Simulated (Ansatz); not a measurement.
# Mg3Zr: the change of energy above lowest point and pressure with volume scale

Results calculated with Ansatz 0.2.0, not measured. Free energy against uniform scaling of the volume at fixed shape and fractions; periodic cell, basis, potentials, k mesh and filling as listed.

The cell before it is scaled or strained (space group Pm-3m, No. 221):
```
CELL_PARAMETERS angstrom
4.44220 0.00000 0.00000
0.00000 4.44220 0.00000
0.00000 0.00000 4.44220
ATOMIC_POSITIONS crystal
Mg 0.50000 0.50000 0.00000
Mg 0.50000 0.00000 0.50000
Mg 0.00000 0.50000 0.50000
Zr 0.00000 0.00000 0.00000
```

Settings of every row: functional x:slater c:pbesol; dispersion none; potentials norm-conserving; wave cutoff 1142.9 eV; density cutoff 4571.5 eV; k mesh 5x5x5; k shift 0x0x0; occupations fermi dirac; smearing width 0.1 eV; spin none; SCF threshold exponent -8.

Limits: coarse k mesh, up to 40 meV an atom off; stress loosely converged; the cell comes from a prototype or a list of computed structures and needn't be the stable phase.

| row | volume scale | V (Å³/atom) | energy above lowest point (meV/atom) | pressure (GPa) |
| --- | --- | --- | --- | --- |
| 1 | 0.88 | 19.285 | 8.5 | 3.19 |
| 2 | 0.92 | 20.161 | 0 | 0.01 |
| 3 | 0.96 | 21.038 | 7.3 | -2.56 |
| 4 | 1 | 21.915 | 27.3 | -4.65 |
| 5 | 1.04 | 22.791 | 57.5 | -6.35 |
| 6 | 1.08 | 23.668 | ? | ? |
| 7 | 1.12 | 24.544 | 141.7 | -8.82 |

Question: what energy above lowest point and pressure should row 6 give?

Worked fit of energy above lowest point. Take u = (V_r/V)^(2/3) − 1 with V_r = 21.477 Å³ an atom, which is twice the finite (Eulerian) strain; such expansions in the strain, on which the Birch-Murnaghan equation of state is built, carry the rest volume and the bulk modulus. The shown rows have u = 0.07441, 0.04306, 0.01386, -0.01337, -0.03882, -0.08515. Least squares give energy above lowest point = 15.83 − 741.3 × u + 8647 × u² meV/atom; a straight line predicts inner rows, each left out in turn, worse (root mean square 21 against 0.12 meV/atom). The rows lie off it by 0.0, 0.1, 0.1, 0.0, -0.1, 0.1. Its lowest point lies at u = 0.0429, or V = 20.17 Å³ an atom, and the curvature there gives the bulk modulus at fixed shape and fractions, B = (4/9)(1 + u)² E″(u)/V = 66.4 GPa. The withheld row has u = -0.06271, so the fit gives 15.83 − 741.3 × (-0.06271) + 8647 × (-0.06271)² = 96.3 meV/atom.

The calculation gave 96.3 meV/atom. The fit meets it to the printed digit.

Worked fit of pressure. Take u = (V_r/V)^(2/3) − 1 with V_r = 21.477 Å³ an atom, which is twice the finite (Eulerian) strain; such expansions in the strain, on which the Birch-Murnaghan equation of state is built, carry the rest volume and the bulk modulus. The shown rows have u = 0.07441, 0.04306, 0.01386, -0.01337, -0.03882, -0.08515. Least squares give pressure = −3.664 + 76.64 × u + 198.9 × u² + 118 × u³ GPa; a parabola predicts inner rows, each left out in turn, worse (root mean square 0.019 against 0.0084 GPa). All shown rows lie on it to the printed digit. The pressure vanishes at u = 0.0429, or V = 20.17 Å³ an atom, and there the bulk modulus at fixed shape and fractions is B = −V dP/dV = (2/3)(1 + u) dP/du = 65.6 GPa. The withheld row has u = -0.06271, so the fit gives −3.664 + 76.64 × (-0.06271) + 198.9 × (-0.06271)² + 118 × (-0.06271)³ = -7.72 GPa.

The calculation gave -7.72 GPa. The fit meets it to the printed digit.
